**Subshell parts of the dipole and quadrupole polarisability of Mn5+ [Ar]4s²**

The table holds the static dipole (bohr³) and quadrupole (bohr⁵) polarisability of Mn5+ in the excited closed-shell configuration [Ar]4s², split by subshell, from relativistic RPA (time-dependent Dirac-Hartree-Fock, no-pair Dirac-Coulomb, B-spline basis); the run reports RPA as unstable for a multipole. The program fits nothing: it works out shares, signs, closure of the sums, s/p and fine-structure ratios and the gains from coupling, and makes one parameter-free estimate with a single oscillator matched to the polarisability and the Cauchy moment S(−4). The 4s pair carries 102% of the dipole and 98% of the quadrupole total, the dipole parts from 2s to 3p are negative, and 3s is far smaller in size than 3p in the dipole but larger per electron in the quadrupole. The single oscillator has energy 11.7 eV and strength 1.8, and its London C6 is 8.6% below the value of the run.

Calculated values. B-spline many-body code 1: static response of the closed-shell ion Mn5+ (Z = 25) in the configuration [Ar] 4s2, from relativistic RPA with the no-pair Dirac-Coulomb Hamiltonian, a B-spline basis and a finite nucleus of rms radius 3.7057 fm. Each part is the contribution of a whole subshell to the coupled dipole or quadrupole polarisability.

## The fit in Python

```python
# Table: subshell parts of the static dipole (bohr^3) and quadrupole (bohr^5) polarisability of
# Mn5+ [Ar]4s2 (excited configuration); B-spline many-body code, relativistic RPA, no-pair Dirac-Coulomb.
# Tested: shares, signs, closure of sums, s/p and j ratios, and a parameter-free one-oscillator estimate.
T = {
    'subshell': ['1s1/2', '2s1/2', '2p1/2', '2p3/2', '3s1/2', '3p1/2', '3p3/2', '4s1/2'],
    'subshell_dipole_part': [None, -0.0004485, -0.001538, -0.003167, -0.003301, -0.05628, -0.1146, 9.896],  # bohr³
    'subshell_quadrupole_part': [None, -0.0003314, None, None, 0.1087, 0.07524, 0.1598, 18.77],  # bohr⁵
}
import numpy as np
from scipy.constants import alpha as fs, physical_constants as pc
Eh = pc['Hartree energy in eV'][0]
Z, N = 25, 20
# further outputs of the same run (typed in)
a1, a1u, a2, a2u, a3, a3u = 9.71695, 8.34086, 19.1178, 13.9247, 81.1256, 66.2101
S4, C6, Imean, shield, stern = 52.3016, 33.3942, 394.604, 0.8, -3.41
d4s6, q4s6 = 9.89634, 18.7745   # six-figure 4s parts from the same run
sub = T['subshell']
D = dict(zip(sub, T['subshell_dipole_part']))
Q = dict(zip(sub, T['subshell_quadrupole_part']))
occ = {s: (4 if s.endswith('3/2') else 2) for s in sub}
half = lambda x: 0.5 * 10 ** (np.floor(np.log10(abs(x))) - 3)   # rounding at four figures
def cell(v, n, tot):
    return '%29s' % 'not printed' if v is None else '%+11.4g per e %+9.4f %%' % (v / n, 100 * v / tot)
print('subshell electrons | dipole bohr^3, share of total | quadrupole bohr^5, share of total')
for s in sub:
    print('%-6s %d | %s | %s' % (s, occ[s], cell(D[s], occ[s], a1), cell(Q[s], occ[s], a2)))
ok = True
for name, X, tot, six, tr, u in (('dipole', D, a1, d4s6, 5e-6, 'bohr^3'), ('quadrupole', Q, a2, q4s6, 5e-5, 'bohr^5')):
    core = [v for s, v in X.items() if v is not None and s != '4s1/2']
    c, rc = sum(core), sum(half(v) for v in core)
    r4, r6 = tot - c - X['4s1/2'], tot - c - six
    t4, t6 = rc + half(X['4s1/2']) + tr, rc + 2 * tr
    print('%s: listed core sum %+.4f %s = %+.2f %% of total %.6g' % (name, c, u, 100 * c / tot, tot))
    print('  total - listed parts %+.1e (rounding %.1e); with six-figure 4s %+.1e (rounding %.1e)' % (r4, t4, r6, t6))
    ok = ok and abs(r4) <= t4 and abs(r6) <= t6
sh = lambda X, n: sum(v for s, v in X.items() if s[0] == n and v is not None)
print('dipole shell sums: n=2 %+.5f, n=3 %+.4f bohr^3, ratio %.1f' % (sh(D, '2'), sh(D, '3'), sh(D, '3') / sh(D, '2')))
print('dipole 3p1/2 / 2p1/2 %.1f; 3p3/2 / 2p3/2 %.1f; 3s / 2s %.2f' % (D['3p1/2'] / D['2p1/2'], D['3p3/2'] / D['2p3/2'], D['3s1/2'] / D['2s1/2']))
print('size per electron, 4s over 3p3/2: dipole %.0f, quadrupole %.0f' % (abs(2 * D['4s1/2'] / D['3p3/2']), 2 * Q['4s1/2'] / Q['3p3/2']))
print('size of 4s over 3s: dipole %.0f, quadrupole %.0f' % (abs(D['4s1/2'] / D['3s1/2']), Q['4s1/2'] / Q['3s1/2']))
print('dipole p1/2 over s: n=2 %.2f, n=3 %.1f' % (D['2p1/2'] / D['2s1/2'], D['3p1/2'] / D['3s1/2']))
print('quadrupole per electron, 3s over 3p1/2 %.2f, 3s over 3p3/2 %.2f' % (Q['3s1/2'] / Q['3p1/2'], 2 * Q['3s1/2'] / Q['3p3/2']))
print('quadrupole 3s over 2s %.0f (opposite signs)' % (Q['3s1/2'] / Q['2s1/2']))
jr = {'dipole 2p': D['2p3/2'] / D['2p1/2'], 'dipole 3p': D['3p3/2'] / D['3p1/2'], 'quadrupole 3p': Q['3p3/2'] / Q['3p1/2']}
for k, v in jr.items():
    print('j=3/2 over j=1/2, %s: %.3f, %+.1f %% from the occupancy ratio 2' % (k, v, 100 * (v / 2 - 1)))
print('(Z alpha)^2 = %.1f %%' % (100 * (Z * fs) ** 2))
for k, c, u in (('dipole', a1, a1u), ('quadrupole', a2, a2u), ('octupole', a3, a3u)):
    print('coupled over uncoupled total, %s: %.3f (gain %+.3f a.u., %+.1f %%)' % (k, c / u, c - u, 100 * (c / u - 1)))
print('dipole shielding %.2f, N/Z %.2f, net field at nucleus %.2f of applied' % (shield, N / Z, 1 - shield))
print('field gradient at nucleus, 1 - Sternheimer factor = %.1f times applied' % (1 - stern))
w, f = np.sqrt(a1 / S4), a1 ** 2 / S4
print('one oscillator: w = %.4f hartree = %.2f eV, f = %.3f (%.0f %% of 2, %.0f %% of %d electrons)' % (w, w * Eh, f, 50 * f, 100 * f / N, N))
print('mean excitation energy %.1f eV over w: %.1f' % (Imean, Imean / (w * Eh)))
L = 0.75 * a1 ** 2 * w
print('London C6 %.2f against run %.2f hartree bohr^6: %+.1f %%' % (L, C6, 100 * (L / C6 - 1)))
assert ok and D['4s1/2'] > a1 and all(v < 0 for s, v in D.items() if v is not None and s != '4s1/2')
assert abs(D['3s1/2']) < abs(D['3p1/2']) and Q['3s1/2'] > Q['3p1/2'] > 0 > Q['2s1/2']
assert all(2 < v < 2.2 for v in jr.values()) and a2 / a2u > max(a1 / a1u, a3 / a3u)
assert 1.5 < f < 2 and abs(shield - N / Z) < 0.005
```

Running it gives:

```
subshell electrons | dipole bohr^3, share of total | quadrupole bohr^5, share of total
1s1/2  2 |                   not printed |                   not printed
2s1/2  2 |  -0.0002243 per e   -0.0046 % |  -0.0001657 per e   -0.0017 %
2p1/2  2 |   -0.000769 per e   -0.0158 % |                   not printed
2p3/2  4 |  -0.0007918 per e   -0.0326 % |                   not printed
3s1/2  2 |   -0.001651 per e   -0.0340 % |    +0.05435 per e   +0.5686 %
3p1/2  2 |    -0.02814 per e   -0.5792 % |    +0.03762 per e   +0.3936 %
3p3/2  4 |    -0.02865 per e   -1.1794 % |    +0.03995 per e   +0.8359 %
4s1/2  2 |      +4.948 per e +101.8427 % |      +9.385 per e  +98.1808 %
dipole: listed core sum -0.1793 bohr^3 = -1.85 % of total 9.71695
  total - listed parts +2.8e-04 (rounding 5.6e-04); with six-figure 4s -5.6e-05 (rounding 6.7e-05)
quadrupole: listed core sum +0.3434 bohr^5 = +1.80 % of total 19.1178
  total - listed parts +4.4e-03 (rounding 5.2e-03); with six-figure 4s -1.1e-04 (rounding 2.1e-04)
dipole shell sums: n=2 -0.00515, n=3 -0.1742 bohr^3, ratio 33.8
dipole 3p1/2 / 2p1/2 36.6; 3p3/2 / 2p3/2 36.2; 3s / 2s 7.36
size per electron, 4s over 3p3/2: dipole 173, quadrupole 235
size of 4s over 3s: dipole 2998, quadrupole 173
dipole p1/2 over s: n=2 3.43, n=3 17.0
quadrupole per electron, 3s over 3p1/2 1.44, 3s over 3p3/2 1.36
quadrupole 3s over 2s -328 (opposite signs)
j=3/2 over j=1/2, dipole 2p: 2.059, +3.0 % from the occupancy ratio 2
j=3/2 over j=1/2, dipole 3p: 2.036, +1.8 % from the occupancy ratio 2
j=3/2 over j=1/2, quadrupole 3p: 2.124, +6.2 % from the occupancy ratio 2
(Z alpha)^2 = 3.3 %
coupled over uncoupled total, dipole: 1.165 (gain +1.376 a.u., +16.5 %)
coupled over uncoupled total, quadrupole: 1.373 (gain +5.193 a.u., +37.3 %)
coupled over uncoupled total, octupole: 1.225 (gain +14.916 a.u., +22.5 %)
dipole shielding 0.80, N/Z 0.80, net field at nucleus 0.20 of applied
field gradient at nucleus, 1 - Sternheimer factor = 4.4 times applied
one oscillator: w = 0.4310 hartree = 11.73 eV, f = 1.805 (90 % of 2, 9 % of 20 electrons)
mean excitation energy 394.6 eV over w: 33.6
London C6 30.52 against run 33.39 hartree bohr^6: -8.6 %
```
